**Charging, shells and spin in a spherical parabolic dot**

The table holds chemical potentials, addition energies, rms radii, spin counts and highest levels for 1 to 10 electrons in a spherical parabolic well (ω = 0.195 hartree*), from spin-polarised r2SCAN runs of the radial solver radks with m-averaged shells and greedy filling. The program tests two parameter-free models: A, a classical uniform sphere, and B, oscillator kinetic energy plus well plus N(N−1) repulsion minimised over size. Model A follows the chemical potential within 0.044 hartree* for N = 3 to 7, helped by a partial cancellation of kinetic and exchange-correlation energy seen at N = 4 and 10, while B gives the radii within 2.1% and the peak at N = 2 but energies that are too high. The mean of the initial and final eigenvalue of the filled level reproduces the chemical potential within 0.002 hartree* at N = 4, 5 and 7. A lowering of E(5) by 0.006 hartree* would put the addition energy at N = 5 above that at N = 4, which matters because the low-spin N = 5 row may not be the lowest state; the high-spin rows N = 6, 7 and 10 are probably not the lowest either.

Calculated values. Spin-polarised Kohn–Sham runs (radks with Libxc 2, r2SCAN) for N electrons in a spherical well ω²r²/2, ω = 0.195 hartree*, with m-averaged shells and greedy filling, which can miss a lower state. Starred units are effective atomic units, and levels are numbered by radial order. Chemical potential is E(N) − E(N−1); addition energy is E(N+1) + E(N−1) − 2E(N).

## Analysis program

```python
# Table: spherical parabolic dot (omega 0.195 hartree*, no central charge), radks, spin-polarised r2SCAN.
# Tested: chemical potential, addition energy and rms radius against A (classical uniform sphere) and
# B (oscillator kinetic energy + well + N(N-1) repulsion, minimised over size); no fitted parameters.
T = {
    'electrons': [1, 2, 3, 4, 5, 6, 7, 10],
    'chemical_potential': [0.2931, 0.5891, 0.9418, 1.118, 1.346, 1.555, 1.756, None],  # hartree*
    'unpaired_electrons': [1, 0, 1, 2, 1, 4, 5, 8],
    'rms_radius': [2.775, 3.151, 3.627, 3.93, 4.188, 4.448, 4.673, 5.193],  # bohr*
    'highest_eigenvalue': [0.4097, 0.6938, 1.029, 1.209, 1.425, 1.679, 1.832, 2.275],  # hartree*
    'highest_level': ['1s up', '1s up', '1p up', '1p up', '1p down', '1d up', '1d up', '1d up'],
    'addition_energy': [None, 0.3527, 0.1766, 0.2272, 0.2093, 0.2009, None, None],  # hartree*
}
import numpy as np
from scipy.optimize import minimize_scalar
w = 0.195
Ns = [int(n) for n in T['electrons']]
col = lambda k: {n: v for n, v in zip(Ns, T[k]) if v is not None}
mu, rms, eps = col('chemical_potential'), col('rms_radius'), col('highest_eigenvalue')
add, unp = col('addition_energy'), col('unpaired_electrons')
# occupations read from spin counts and levels: 1s up, 1s down, 1p up, 1p down, 1d up
occ = {1:(1,0,0,0,0), 2:(1,1,0,0,0), 3:(1,1,1,0,0), 4:(1,1,2,0,0), 5:(1,1,2,1,0), 6:(1,1,3,0,1), 7:(1,1,3,0,2), 10:(1,1,3,0,5)}
EA = lambda n: 0.9*w**(2/3)*n**(5/3)
RA = lambda n: (n/w**2)**(1/3)
Q, EB, rB, par = {0: 0.0}, {0: 0.0}, {}, {}
for n, o in occ.items():
    Q[n] = float(np.dot(o, [1.5, 1.5, 2.5, 2.5, 3.5]))
    up, dn = o[0]+o[2]+o[4], o[1]+o[3]
    assert up-dn == unp[n] and up+dn == n
    par[n] = up*(up-1)//2 + dn*(dn-1)//2
    s = minimize_scalar(lambda r: Q[n]**2/(2*n*r*r) + n*w*w*r*r/2 + 0.6**1.5*n*(n-1)/r, bounds=(1, 10), method='bounded')
    EB[n], rB[n] = s.fun, s.x
print("Energies hartree*, lengths bohr*. Rounding: mu 0.00005 (N<=3), 0.0005 (N>=4); addition 0.00005; rms 0.0005")
print(f"Sphere A: radius per electron {RA(1):.3f}; exact N=1: 1.5 omega {1.5*w:.4f}, rms {np.sqrt(1.5/w):.4f}")
print("N  mu | bare oscillator | A, mu-A | B, mu-B | eigenvalue-mu, 1/(2R)")
for n in mu:
    a, b = EA(n)-EA(n-1), EB[n]-EB[n-1]
    print(f"{n}  {mu[n]:.4f} | {w*(Q[n]-Q[n-1]):.4f} | {a:.4f} {mu[n]-a:+.4f} | {b:.4f} {mu[n]-b:+.4f} | {eps[n]-mu[n]:.3f} {0.5/RA(n):.3f}")
print("N  addition energy | A, table-A | B, table-B   (N=1 formed as mu(2)-mu(1))")
ad = {1: mu[2]-mu[1], **add}
for n in ad:
    a, b = EA(n+1)+EA(n-1)-2*EA(n), EB[n+1]+EB[n-1]-2*EB[n]
    print(f"{n}  {ad[n]:.4f} | {a:.4f} {ad[n]-a:+.4f} | {b:.4f} {ad[n]-b:+.4f}")
# further outputs of the same runs: kinetic, Hartree, xc; levels 1s up, 1p up, 1p down, 1d up
parts = {4: (0.533949, 1.9313, -0.697189), 10: (1.52093, 9.01903, -1.90219)}
lev = {4: (1.09312, 1.20867, 1.26317, 1.35982), 10: (2.09691, 2.17166, 2.32791, 2.27486)}
well = lambda n: n*w*w*rms[n]**2/2
E = {n: sum(mu[k] for k in range(1, n+1)) for n in mu}
E[10] = sum(parts[10]) + well(10)
print("N  rms | A error | B error | E, E-A, E-B | parallel-spin pairs   (E: summed mu; N=10 from its parts)")
for n in Ns:
    print(f"{n}  {rms[n]:.3f} | {100*(0.6**0.5*RA(n)/rms[n]-1):+.1f}% | {100*(rB[n]/rms[n]-1):+.1f}% | {E[n]:.3f} {E[n]-EA(n):+.3f} {E[n]-EB[n]:+.3f} | {par[n]}")
big = [n for n in Ns if n >= 4]
p = np.polyfit(np.log(big), np.log([rms[n] for n in big]), 1)[0]
print(f"rms exponent for N>=4 (mixed spin states): {p:.3f}, sphere 0.333")
print(f"mean mu of N=8-10, (E10-E7)/3: {(E[10]-E[7])/3:.3f}, A {(EA(10)-EA(7))/3:.3f}, B {(EB[10]-EB[7])/3:.3f}")
for n, (t, h, x) in parts.items():
    v = well(n)
    print(f"N={n}: well {v:.3f}, sum of parts {t+h+x+v:.3f}, well+Hartree {v+h:.3f} (A {EA(n):.3f}), kinetic+xc {t+x:+.3f}")
    print(f"  kinetic {t:.3f} (B {Q[n]**2/(2*n*rB[n]**2):.3f}); Hartree+xc {h+x:.3f} (B {0.6**1.5*n*(n-1)/rB[n]:.3f})")
    s, pu, pd, du = lev[n]
    print(f"  gaps s-p up {pu-s:.3f}, p-d up {du-pu:.3f} (omega {w}); 1p down-up {pd-pu:.3f}; 1d up - 1p down {du-pd:+.3f}")
ts = {4: (eps[3]+eps[4])/2, 5: (lev[4][2]+eps[5])/2, 7: (eps[6]+eps[7])/2}
for n, v in ts.items():
    print(f"mean eigenvalue of the filled level before and after, N={n}: {v:.4f}, mu {mu[n]:.4f}, difference {v-mu[n]:+.4f}")
print(f"rise of the same level: 1p up N=3 to 4 {eps[4]-eps[3]:.3f}; 1p down 4 to 5 {eps[5]-lev[4][2]:.3f}; 1d up 6 to 7 {eps[7]-eps[6]:.3f}")
print(f"lowering of E(5) that makes addition(5) exceed addition(4): {(add[4]-add[5])/3:.4f}")
print(f"mu(5)+mu(6), independent of E(5): {mu[5]+mu[6]:.3f}, A {EA(6)-EA(4):.3f}, B {EB[6]-EB[4]:.3f}")
assert max(add, key=add.get) == 2 and min(add, key=add.get) == 3
assert abs(mu[1]-1.5*w) < 0.002 and all(eps[n] > mu[n] for n in mu)
assert all(abs(v-mu[n]) < 0.005 for n, v in ts.items())
```

Output:

```
Energies hartree*, lengths bohr*. Rounding: mu 0.00005 (N<=3), 0.0005 (N>=4); addition 0.00005; rms 0.0005
Sphere A: radius per electron 2.974; exact N=1: 1.5 omega 0.2925, rms 2.7735
N  mu | bare oscillator | A, mu-A | B, mu-B | eigenvalue-mu, 1/(2R)
1  0.2931 | 0.2925 | 0.3026 -0.0095 | 0.2925 +0.0006 | 0.117 0.168
2  0.5891 | 0.2925 | 0.6582 -0.0691 | 0.6066 -0.0175 | 0.105 0.133
3  0.9418 | 0.4875 | 0.9277 +0.0141 | 1.0032 -0.0614 | 0.087 0.117
4  1.1180 | 0.4875 | 1.1619 -0.0439 | 1.2087 -0.0907 | 0.091 0.106
5  1.3460 | 0.4875 | 1.3742 -0.0282 | 1.4035 -0.0575 | 0.079 0.098
6  1.5550 | 0.6825 | 1.5712 -0.0162 | 1.7002 -0.1452 | 0.124 0.093
7  1.7560 | 0.6825 | 1.7564 -0.0004 | 1.8670 -0.1110 | 0.076 0.088
N  addition energy | A, table-A | B, table-B   (N=1 formed as mu(2)-mu(1))
1  0.2960 | 0.3555 -0.0595 | 0.3141 -0.0181
2  0.3527 | 0.2695 +0.0832 | 0.3965 -0.0438
3  0.1766 | 0.2341 -0.0575 | 0.2055 -0.0289
4  0.2272 | 0.2123 +0.0149 | 0.1949 +0.0323
5  0.2093 | 0.1969 +0.0124 | 0.2967 -0.0874
6  0.2009 | 0.1852 +0.0157 | 0.1668 +0.0341
N  rms | A error | B error | E, E-A, E-B | parallel-spin pairs   (E: summed mu; N=10 from its parts)
1  2.775 | -17.0% | -0.1% | 0.293 -0.010 +0.001 | 0
2  3.151 | -7.9% | -0.3% | 0.882 -0.079 -0.017 | 0
3  3.627 | -8.4% | +0.7% | 1.824 -0.065 -0.078 | 1
4  3.930 | -7.0% | +1.3% | 2.942 -0.108 -0.169 | 3
5  4.188 | -5.9% | +1.2% | 4.288 -0.137 -0.227 | 4
6  4.448 | -5.9% | +1.8% | 5.843 -0.153 -0.372 | 10
7  4.673 | -5.7% | +1.9% | 7.599 -0.153 -0.483 | 15
10  5.193 | -4.4% | +2.1% | 13.765 -0.283 -0.863 | 36
rms exponent for N>=4 (mixed spin states): 0.307, sphere 0.333
mean mu of N=8-10, (E10-E7)/3: 2.055, A 2.098, B 2.182
N=4: well 1.175, sum of parts 2.943, well+Hartree 3.106 (A 3.050), kinetic+xc -0.163
  kinetic 0.534 (B 0.505); Hartree+xc 1.234 (B 1.401)
  gaps s-p up 0.116, p-d up 0.151 (omega 0.195); 1p down-up 0.054; 1d up - 1p down +0.097
N=10: well 5.127, sum of parts 13.765, well+Hartree 14.146 (A 14.047), kinetic+xc -0.381
  kinetic 1.521 (B 1.395); Hartree+xc 7.117 (B 7.892)
  gaps s-p up 0.075, p-d up 0.103 (omega 0.195); 1p down-up 0.156; 1d up - 1p down -0.053
mean eigenvalue of the filled level before and after, N=4: 1.1190, mu 1.1180, difference +0.0010
mean eigenvalue of the filled level before and after, N=5: 1.3441, mu 1.3460, difference -0.0019
mean eigenvalue of the filled level before and after, N=7: 1.7555, mu 1.7560, difference -0.0005
rise of the same level: 1p up N=3 to 4 0.180; 1p down 4 to 5 0.162; 1d up 6 to 7 0.153
lowering of E(5) that makes addition(5) exceed addition(4): 0.0060
mu(5)+mu(6), independent of E(5): 2.901, A 2.945, B 3.104
```
